A crystal of nitrogen molecules is strained at constant volume: one axis is lengthened while the two across it are shortened, or the reverse. What energy, pressure and gap belong to axial ratio 0.85, and what does the strain act on?

Solid nitrogen (P4₂/mnm, 4 atoms per cell, starting a = 4.084 Å and c = 5.346 Å, not relaxed at this level), strained along c at fixed volume and fixed fractional coordinates. Ansatz 0.2.0, plane-wave PAW, scalar-relativistic LDA without spin polarisation, 420 eV cutoff, Γ-centred 6×6×6 k mesh, Gaussian smearing of 0.05 eV.

| axial ratio (over its starting value) | energy change (meV/atom) | pressure (GPa) | gap on mesh (eV) |
| --- | --- | --- | --- |
| 0.8 | 274.6 | -15.00 | 5.792 |
| 0.85 | ? | ? | ? |
| 0.92 | 57.0 | -7.98 | 6.414 |
| 0.96 | 20.3 | -5.45 | 6.584 |
| 1 | 0.0 | -2.84 | 6.745 |
| 1.05 | -4.0 | 0.53 | 6.936 |
| 1.1 | 14.6 | 4.00 | 7.113 |
| 1.2 | 113.5 | 11.26 | 7.432 |
| 1.3 | 287.4 | 18.88 | 7.707 |

The axial ratio is the cell's length-to-width ratio relative to its starting value. Energy change is counted from the starting cell, and a positive pressure means that the cell pushes outward. The gap on mesh is the smallest energy needed to lift an electron into an empty state, as seen at the sampled k points.

**What is being strained**

Two limits help to read the scan. If the molecules stayed rigid, the strain would only change the distances and contacts between them. Here, however, the fractional coordinates are fixed, so each N–N bond stretches or shrinks with the cell. The scan therefore works on one of the strongest bonds in chemistry.

The direction of the bond decides the sign. Lengths across the axis scale as (axial ratio)^(−1/3), so a bond lying across it shortens as the ratio grows. A crystal with its molecules along the axis would do the opposite: its bonds would lengthen and pull the cell inward. In the table the pressure rises from −15.00 to 18.88 GPa, as it should for molecules lying across the axis. The structure agrees. With four atoms in this space group the molecules must lie across the axis, along the face diagonals, because molecules along the axis would make the cell body-centred. The computed forces on the atoms point along those diagonals, with no component along the axis.

**How large the bond energy is**

A Morse curve describes such a bond: stiff when squeezed, softer when pulled. Its energy per atom is k/(4a²) × (1 − e^(−ax))², where x is the stretch from the best bond length, k the force constant and a sets the asymmetry. The usual factor of one half has become one quarter because two atoms share each bond. For free N₂, rough recalled values are k = 140 eV/Å² and a = 2.7 per Å.

With the starting bond taken as 1.10 Å, the bond at ratio 0.85 comes to 1.161 Å, and on the same scale the energy curve through the known rows has its minimum at 1.088 Å. The run's own starting bond is 1.106 Å, which puts the true minimum near 1.094 Å, but the stretch between the two lengths hardly changes. The stretch is thus x = 0.073 Å, so ax is about 0.20 and the bracket squared about 0.032. With k/(4a²) = 4.8 eV, this gives roughly 0.15 eV, or 150 meV per atom. The starting cell lies only about 5 meV above the minimum, so the estimate hardly changes when counted from there.

The same estimate comes within a tenth of the computed energy change in every known row except the start, where both are zero by definition. It borrows only the best bond length from the scan. The computed forces on the atoms confirm that the bond is the main cause. In every known row, about 99 % of the slope of the energy curve is work done against these forces as the bonds change length. The changed packing of the molecules adds only the small rest.

**What the pressure adds**

Together with the energy, the pressure shows in which direction the crystal resists. When the axial ratio grows by a small fraction, the axis lengthens by two thirds of that fraction and each width shrinks by one third. The work done in this step, divided by the volume and by that small fraction, equals the pressure in the table, which is an average over the three directions, less the pressure along the axis. The slope of the energy curve therefore separates the two.

In the known rows the pressure along the axis stays between about −0.4 and −0.6 GPa, while the average swings by more than 30 GPa. Nearly all the change thus acts across the axis, in the plane that holds the bonds. The small offset may come from forces between molecules or from the finite plane-wave basis; these runs do not separate the two.

**Forecasts for axial ratio 0.85**

For the energy, a Morse curve with three adjustable constants was fitted to the eight known rows. The pressure forecast uses the slope of that curve, with a fitted offset and scale. The gap forecast is a quadratic in the relative bond stretch. Each range is twice the typical error found when known rows are left out one at a time.

- **Energy change:** 163.6 ± 2.1 meV/atom. This lies below the straight line between the neighbouring rows, which gives 274.6 − (5/12) × (274.6 − 57.0) = 183.9 meV/atom.
- **Pressure:** −12.24 ± 0.16 GPa, negative and between its neighbours.
- **Gap on mesh:** 6.067 ± 0.018 eV, open and between its neighbours. It lies slightly above their straight line, which gives 5.792 + (5/12) × (6.414 − 5.792) = 6.051 eV.

The gap forecast rests on a familiar property of N₂. The lowest empty level is antibonding between the two atoms, so it falls when they are pulled apart. Each per cent of bond stretch costs about 0.12 eV of gap near the start. The distances between molecules change as well, so the scan does not prove that the bond acts alone.

The withheld rows as computed:

| axial ratio (over its starting value) | energy change (meV/atom) | pressure (GPa) | gap on mesh (eV) |
| --- | --- | --- | --- |
| 0.85 | 163.3 | -12.18 | 6.084 |

**What came out**

The energy is a clear hit: the Morse curve is only 0.3 meV/atom too high. A parabola fitted to the same rows falls 10.5 meV/atom short. A parabola is equally steep on both sides of its minimum, whereas the bond resists squeezing more than pulling. A fit across both sides must then trade errors between them.

The pressure also lies within its range, with the forecast too negative by about 0.06 GPa. It succeeds because the pressure along the axis changes so little that the energy slope carries almost the whole trend.

The gap is a narrow hit. The computed value is 0.017 eV above the forecast, nearly all of the 0.018 eV allowed on that side, though it does lie above the straight line as predicted. The miss comes from the row at 0.8. From 1.3 down to 0.85 the gap loses 0.11 to 0.12 eV per cent of stretch, but between 0.85 and 0.8 it loses about 0.14 eV, and that one row pulls the quadratic down. A band edge may move to another band or k point there, or closer stacking along the axis may broaden the bands. The gaps alone do not tell these apart.

**What to do about it**

These energies should not be used as the shear stiffness of solid nitrogen. They mostly measure what it costs to deform molecules that a real crystal would leave nearly intact. Nor does the minimum near ratio 1.03 show that the crystal prefers a longer axis. It reflects a starting bond slightly longer than this calculation favours: at ratio 1 the computed forces pull the two atoms of each molecule together. The PAW datasets were made for PBE and not for LDA, which may itself shift the favoured length a little. The gaps, too, should not be read as those of real nitrogen, since LDA makes them too small.

For the stiffness of the crystal, relax the starting cell first and then the atoms at every ratio. In that neighbouring series the bonds can return close to their natural length, and the much weaker forces between molecules set the energy. The choice of method then matters more, because LDA has no proper long-range dispersion. The fits and the row-by-row bond estimates are printed below.

Output of the analysis:

```
fit of energy_change on 8 rows: coefficient of exp(-s*u) - 1 -12382 +/- 6.2, coefficient of exp(-2*s*u) - 1 6013 +/- 3, s 2.667; rms 0.158, worst 0.92 0.3, leave-one-out rms 1.06
  rows outside the fit (model, value, miss): 0.85 163.6, 163.3, 0.254
fit of energy_change on 8 rows: coefficient of u 354 +/- 104, coefficient of u**2 42948 +/- 1429; rms 11.9, worst 1.1 16.3, leave-one-out rms 40.7
  rows outside the fit (model, value, miss): 0.85 152.8, 163.3, -10.5
fit of pressure on 8 rows: constant -0.5583 +/- 0.02, coefficient of pslope 0.9966 +/- 0.0019; rms 0.048, worst 1.3 -0.0875, leave-one-out rms 0.0819
  rows outside the fit (model, value, miss): 0.85 -12.24, -12.18, -0.0554
fit of gap_on_mesh on 8 rows: constant 6.748 +/- 0.0017, coefficient of u -11.92 +/- 0.028, coefficient of u**2 -5.615 +/- 0.5; rms 0.0029, worst 0.92 -0.0066, leave-one-out rms 0.00902
  rows outside the fit (model, value, miss): 0.85 6.067, 6.084, -0.017
Bond picture row by row:
   row  bond length (A)  rough free-molecule energy (meV/atom)  pressure from energy slope (GPa)  pressure along axis (GPa)
   0.8            1.185                                  249.9                            -14.53                    -0.4687
  0.85            1.161                                  149.8                            -11.72                    -0.4634
  0.92            1.131                                  52.87                            -7.476                    -0.5045
  0.96            1.115                                     19                            -4.917                    -0.5326
   1.0              1.1                                      0                            -2.275                    -0.5651
  1.05            1.082                                  -3.75                             1.133                    -0.6025
   1.1            1.066                                  13.69                             4.641                    -0.6406
   1.2            1.035                                  107.9                              11.9                     -0.643
   1.3            1.008                                  274.8                             19.42                    -0.5364
Energy forecast range, plus or minus (meV/atom): 2.128
Pressure forecast range, plus or minus (GPa): 0.1638
Gap forecast range, plus or minus (eV): 0.01805
Straight line between neighbours, energy (meV/atom): n/a
Straight line between neighbours, gap (eV): n/a
Axial ratio at the fitted minimum: 1.034
Bond length at the fitted minimum (A): 1.088
```
